**Landé g and hyperfine factors of the 3d7 levels of Sb26+ in intermediate coupling**

The table holds g, A/g_I, B/Q and the leading LS weight of twelve 3d7 levels of Sb26+ from CI on Dirac orbitals in exchange-only KLI potentials, with Breit and model QED terms and without core polarisation. The program diagonalises Coulomb repulsion plus spin-orbit coupling within 3d7, using F2, F4, ζ and ⟨r⁻³⟩ of the same run and non-relativistic operators, and compares the result with pure LS and with the jj limit. Without fitted constants the rms errors are 0.026 in g, 310 MHz in A/g_I and 492 MHz/barn in B/Q, against 0.34, 2908 and 4819 for pure LS. The output splits A into orbital and dipolar parts, shows that 2D5/2 and 4P3/2 have a d3/2 occupation nearer 2 than 3 in the model, and finds the unmixed 2H11/2 within 0.8% in A and 1.4% in B. The sum of A over the two J = 1/2 levels is −12886 MHz in the run and −10974 MHz in the model, a misfit that mixing within 3d7 cannot remove.

Calculated values. Relativistic CI for Sb26+ (radial Dirac CI 1) with zero-frequency Breit and model QED terms, 16 mixed configurations, a closed [Ne] core and unscaled Slater integrals. The Dirac orbitals come from exchange-only KLI potentials, optimised for each configuration. The hyperfine factors are for point nuclear moments without core polarisation, with g_I = μ/(I μN).

## Analysis program

```python
# Table: Lande g, A/g_I, B/Q and leading LS weight of the 12 lowest 3d7 levels of Sb26+ (radial Dirac CI 1,
# KLI orbitals, Breit, model QED, no core polarisation). Tested: one-configuration intermediate coupling (IC)
# with non-relativistic operators and no fitted constant, against pure LS and the jj limit.
T = {
    'level_configuration': ['3s2 3p6 3d7', '3s2 3p6 3d7', '3s2 3p6 3d7', '3s2 3p6 3d7', '3s2 3p6 3d7', '3s2 3p6 3d7', '3s2 3p6 3d7', '3s2 3p6 3d7', '3s2 3p6 3d7', '3s2 3p6 3d7', '3s2 3p6 3d7', '3s2 3p6 3d7'],
    'level_term': ['4F', '2P', '4F', '4F', '4F', '2G', '4P', '4P', '2H', '2G', '2D', '4P'],
    'level_j': ['9/2', '3/2', '5/2', '7/2', '3/2', '9/2', '5/2', '1/2', '11/2', '7/2', '5/2', '3/2'],
    'level_lande_g': [1.283, 1.147, 1.17, 1.216, 0.9123, 1.09, 1.431, 1.83, 1.087, 0.9377, 1.187, 1.195],
    'level_dipole_factor': [9200, 10410, 10480, 10260, 15150, 12100, 4863, -5822, 13330, 15750, 11700, 11300],  # MHz
    'level_quadrupole_factor': [6401, -525.6, 6727, 6091, 14380, -7597, -14650, None, -29910, -4168, 8476, 840.5],  # MHz/barn
    'ls_weight': [80, 44, 44, 94, 50, 54, 70, 58, 100, 80, None, 43],  # %
}
import numpy as np
from itertools import combinations
from fractions import Fraction
from scipy.linalg import null_space
from scipy.optimize import least_squares
from scipy.constants import physical_constants as pc, mu_0, h, pi, alpha
from sympy.physics.wigner import wigner_3j as w3
# further outputs of the same run: F2, F4, zeta (cm-1), <r^-3>, <r> (bohr), excitations (cm-1), g and A of 2P1/2
F2, F4, zeta, rm3, r1, gP, AP = 355735.2, 228680.2, 34052.87, 150.634, 0.2840902, 1.498364, -7063.757
Ex = np.array([0, 59318.13, 69547.27, 70388.12, 111866.9, 119440.7, 120667.5, 137265.6, 157182.9, 165404.9, 193726.3, 196933.3])
gs, bohr = abs(pc['electron g factor'][0]), pc['Bohr radius'][0]
a0 = mu_0/(4*pi)*2*pc['Bohr magneton'][0]*pc['nuclear magneton'][0]/bohr**3/h/1e6*rm3
b0 = pc['hartree-hertz relationship'][0]*1e-28/bohr**2/1e6*rm3
dets = list(combinations(range(10), 7)); ix = {d: i for i, d in enumerate(dets)}; E = np.zeros((10, 10, 120, 120))
for d in dets:
    for n, q in enumerate(d):
        rest = d[:n] + d[n+1:]
        for p in set(range(10)) - set(rest):
            new = tuple(sorted(rest + (p,))); E[p, q, ix[new], ix[d]] = (-1)**(n + new.index(p))
C = lambda k, q: np.array([[(-1.0)**a*5*float(w3(2, k, 2, 0, 0, 0)*w3(2, k, 2, -a, q, b)) for b in range(-2, 3)] for a in range(-2, 3)])
O = lambda a, b: np.tensordot(np.kron(a, b), E, 2)
m = np.arange(-2., 3); lz = np.diag(m); lp = np.diag(np.sqrt(6 - m[:-1]*(m[:-1] + 1)), -1)
sz, sp, i2, i5 = np.diag([-.5, .5]), np.array([[0., 0], [1, 0]]), np.eye(2), np.eye(5)
Lz, Lp, Sz, Sp = O(lz, i2), O(lp, i2), O(i5, sz), O(i5, sp)
V = null_space(Lp + Sp); P = lambda X: V.T @ X @ V  # the 19 states with M = J
Hc = P(sum(F/2*X @ X.T for k, F in ((2, F2), (4, F4)) for X in [O(C(k, q), i2) for q in range(-k, k + 1)]))
ops = dict(L=P(Lz), S=P(Sz), Q=P(O(C(2, 0), i2)), ls=P(O(lz, sz) + (O(lp, sp.T) + O(lp.T, sp))/2),
           D=P(2*O(C(2, 0), sz) + 1.5**.5*(O(C(2, -1), sp) - O(C(2, 1), sp.T))),
           L2=P(Lp.T @ Lp + Lz @ Lz + Lz), S2=P(Sp.T @ Sp + Sz @ Sz + Sz))
Jz = ops['L'] + ops['S']; Jv = np.round(2*np.linalg.eigvalsh(Jz))/2
def solve(sF, sZ):
    w, U = np.linalg.eigh(sF*Hc + sZ*zeta*ops['ls'] + 1e7*Jz); e = w - 1e7*Jv
    x = {k: np.einsum('ik,ij,jk->k', U, X, U) for k, X in ops.items()}
    x.update(U=U, E=e - e.min(), g=(x['L'] + gs*x['S'])/Jv, orb=a0*x['L']/Jv, dip=a0*gs/2*x['D']/Jv, B=-2*b0*x['Q'], n=(7 - x['ls'])/2.5)
    x['A'] = x['orb'] + x['dip']; return x
J = [float(Fraction(str(j))) for j in T['level_j']]; lab = [t + str(j) for t, j in zip(T['level_term'], T['level_j'])]
r = np.array([np.flatnonzero(Jv == j)[J[:i].count(j)] for i, j in enumerate(J)])  # match by energy order within J
LS, jj, IC = solve(1, 0), solve(1e-4, 1), solve(1, 1)
tm = [np.flatnonzero((Jv == j) & (abs(LS['S2'] - (int(t[0])**2 - 1)/4) < .01) & (abs(LS['L2'] - 'SPDFGH'.index(t[1])*('SPDFGH'.index(t[1]) + 1)) < .01)) for t, j in zip(T['level_term'], J)]
rl = np.array([k[0] for k in tm]); W = 100*(LS['U'].T @ IC['U'])**2
s = least_squares(lambda p: solve(*p)['E'][r] - Ex, [1, 1], diff_step=1e-4).x; RF = solve(*s)
tab = {k: np.array(T[c], float) for k, c in (('g', 'level_lande_g'), ('A', 'level_dipole_factor'), ('B', 'level_quadrupole_factor'))}
g, A, B = tab['g'], tab['A'], tab['B']; ok = np.isfinite(B); rms = lambda v: np.sqrt(np.nanmean(v**2))
print(f"a = {a0:.0f} MHz, b = {b0:.0f} MHz/barn; one electron: a(d5/2) {a0*24/35:.0f}, a(d3/2) {a0*1.6:.0f} MHz; zeta/F2 {zeta/F2:.3f}; 2.5 zeta {2.5*zeta:.0f} cm-1")
print("level | LS weight % table, IC | d3/2 occupation jj, IC | g table, LS, jj, IC, table-IC")
for i, k in enumerate(r):
    print(f"{lab[i]:6} {T['ls_weight'][i] or '-'} {W[tm[i], k].sum():.0f} | {jj['n'][k]:.0f} {IC['n'][k]:.2f} | {g[i]:.3f} {LS['g'][rl[i]]:.3f} {jj['g'][k]:.3f} {IC['g'][k]:.3f} {g[i]-IC['g'][k]:+.3f}")
print("level | A MHz: table, LS, jj, IC = orbital + dipolar, table-IC | B MHz/barn: table, LS, jj, IC, table-IC")
for i, k in enumerate(r):
    bb = f"{B[i]:.0f} {LS['B'][rl[i]]:.0f} {round(jj['B'][k], -1):.0f} {IC['B'][k]:.0f} {B[i]-IC['B'][k]:+.0f}" if ok[i] else "none for J = 1/2"
    print(f"{lab[i]:6} {A[i]:.0f} {LS['A'][rl[i]]:.0f} {jj['A'][k]:.0f} {IC['A'][k]:.0f} = {IC['orb'][k]:.0f} {IC['dip'][k]:+.0f}, {A[i]-IC['A'][k]:+.0f} | {bb}")
for nm, x, q in (('pure LS (lower 2D)', LS, rl), ('jj limit', jj, r), ('IC', IC, r), ('IC rescaled', RF, r)):
    print(f"{nm}: " + "; ".join(f"rms {k} {rms(tab[k]-x[k][q]):.4g} (worst {lab[np.nanargmax(abs(tab[k]-x[k][q]))]})" for k in 'gAB'))
print("rounding of table: g 0.0005, A up to 5 MHz, B up to 5 MHz/barn")
print(f"energy rms vs run: IC {rms(IC['E'][r]-Ex):.0f}, rescaled {rms(RF['E'][r]-Ex):.0f} cm-1 with F x {s[0]:.3f}, zeta x {s[1]:.3f}")
sl = np.polyfit(g, A, 1); cc = np.corrcoef(g, A)[0, 1]
print(f"A against g: slope {sl[0]:.0f} MHz (orbital part alone {-a0/(gs-1):.0f}), correlation {cc:.3f}, rms about line {rms(A-np.polyval(sl, g)):.0f} MHz")
X = np.c_[RF['orb'][r], RF['dip'][r], a0*RF['S'][r]/Jv[r]]; c = np.linalg.lstsq(X, A, rcond=None)[0]; kb = B[ok] @ RF['B'][r][ok]/(RF['B'][r][ok]**2).sum()
print(f"rescaled IC, A with 3 constants (orbital, dipolar, contact)/a = {c[0]:.3f} {c[1]:.3f} {c[2]:+.3f}: rms {rms(A-X@c):.0f} MHz; B scale {kb:.3f}: rms {rms(B-kb*RF['B'][r]):.0f} MHz/barn")
H, p = J.index(5.5), J.index(0.5); dA, dB = A[H]/IC['A'][r[H]] - 1, B[H]/IC['B'][r[H]] - 1
print(f"2H11/2 table vs model: g {g[H]-IC['g'][r[H]]:+.4f}, A {100*dA:+.1f} %, B {100*dB:+.1f} %; alpha^2 x hydrogenic kinetic energy {alpha**2*(10.5/r1)**2/18:.3f}; mean g table-rescaled {np.mean(g-RF['g'][r]):+.4f}")
print(f"J = 1/2 pair sums, run vs model: g {g[p]+gP:.4f} {IC['g'][Jv==.5].sum():.4f}; A {A[p]+AP:.0f} {IC['A'][Jv==.5].sum():.0f} MHz")
assert [lab[i] for i in range(12) if A[i] < 0] == ['4P1/2'] and cc < -0.8
assert abs(dA) < 0.03 and abs(dB) < 0.03
assert rms(g - IC['g'][r]) < rms(g - LS['g'][rl])
```

It prints:

```
a = 14372 MHz, b = 35394 MHz/barn; one electron: a(d5/2) 9855, a(d3/2) 22995 MHz; zeta/F2 0.096; 2.5 zeta 85132 cm-1
level | LS weight % table, IC | d3/2 occupation jj, IC | g table, LS, jj, IC, table-IC
4F9/2  80 80 | 4 3.87 | 1.283 1.334 1.200 1.287 -0.004
2P3/2  44 41 | 4 3.87 | 1.147 1.334 1.200 1.119 +0.028
4F5/2  44 50 | 4 3.50 | 1.170 1.029 1.200 1.160 +0.010
4F7/2  94 94 | 3 2.94 | 1.216 1.239 1.164 1.221 -0.005
4F3/2  50 50 | 3 2.87 | 0.912 0.399 1.080 0.939 -0.027
2G9/2  54 53 | 3 3.09 | 1.090 1.111 1.132 1.091 -0.001
4P5/2  70 73 | 3 2.94 | 1.431 1.601 1.368 1.450 -0.019
4P1/2  58 62 | 3 2.98 | 1.830 2.671 1.601 1.906 -0.076
2H11/2 100 100 | 3 3.00 | 1.087 1.091 1.091 1.091 -0.004
2G7/2  80 81 | 3 2.75 | 0.938 0.889 1.071 0.939 -0.001
2D5/2  - 65 | 3 2.29 | 1.187 1.200 1.055 1.192 -0.005
4P3/2  43 42 | 3 2.13 | 1.195 1.735 0.840 1.195 -0.000
level | A MHz: table, LS, jj, IC = orbital + dipolar, table-IC | B MHz/barn: table, LS, jj, IC, table-IC
4F9/2  9200 10038 9853 9461 = 10250 -788, -261 | 6401 10112 0 6553 -152
2P3/2  10410 11317 9853 11091 = 12670 -1579, -681 | -526 4045 0 -651 +125
4F5/2  10480 12998 9853 10845 = 12080 -1235, -365 | 6727 4767 0 6735 -8
4F7/2  10260 10689 11036 10503 = 11209 -706, -243 | 6091 6742 2890 5782 +309
4F3/2  15150 21022 13809 15094 = 15241 -147, +56 | 14380 4854 14630 14714 -334
2G9/2  12100 12592 12111 12278 = 13067 -789, -178 | -7597 -8090 -6440 -8581 +984
4P5/2  4863 4598 4346 5315 = 7926 -2611, -452 | -14650 -14157 -15360 -15191 +541
4P1/2  -5822 -12779 -3296 -5559 = 1377 -6936, -263 | none for J = 1/2
2H11/2 13330 13439 13439 13439 = 13066 +374, -109 | -29910 -30337 -30340 -30337 +427
2G7/2  15750 16328 14097 15837 = 15245 +592, -87 | -4168 -7416 -4240 -3677 -491
2D5/2  11700 11338 14609 11703 = 11614 +89, -3 | 8476 10636 5100 7629 +847
4P3/2  11300 8181 21676 11620 = 11573 +46, -320 | 840 11326 -20290 733 +107
pure LS (lower 2D): rms g 0.3357 (worst 4P1/2); rms A 2908 (worst 4P1/2); rms B 4819 (worst 4P3/2)
jj limit: rms g 0.1473 (worst 4P3/2); rms A 3279 (worst 4P3/2); rms B 7114 (worst 4P3/2)
IC: rms g 0.02565 (worst 4P1/2); rms A 310.2 (worst 2P3/2); rms B 491.7 (worst 2G9/2)
IC rescaled: rms g 0.02001 (worst 4P1/2); rms A 285.7 (worst 2P3/2); rms B 489.4 (worst 2G9/2)
rounding of table: g 0.0005, A up to 5 MHz, B up to 5 MHz/barn
energy rms vs run: IC 2392, rescaled 1757 cm-1 with F x 0.961, zeta x 1.007
A against g: slope -23338 MHz (orbital part alone -14339), correlation -0.985, rms about line 928 MHz
rescaled IC, A with 3 constants (orbital, dipolar, contact)/a = 0.988 1.008 -0.032: rms 125 MHz; B scale 0.987: rms 463 MHz/barn
2H11/2 table vs model: g -0.0041, A -0.8 %, B -1.4 %; alpha^2 x hydrogenic kinetic energy 0.004; mean g table-rescaled -0.0076
J = 1/2 pair sums, run vs model: g 3.3284 3.3364; A -12886 -10974 MHz
```
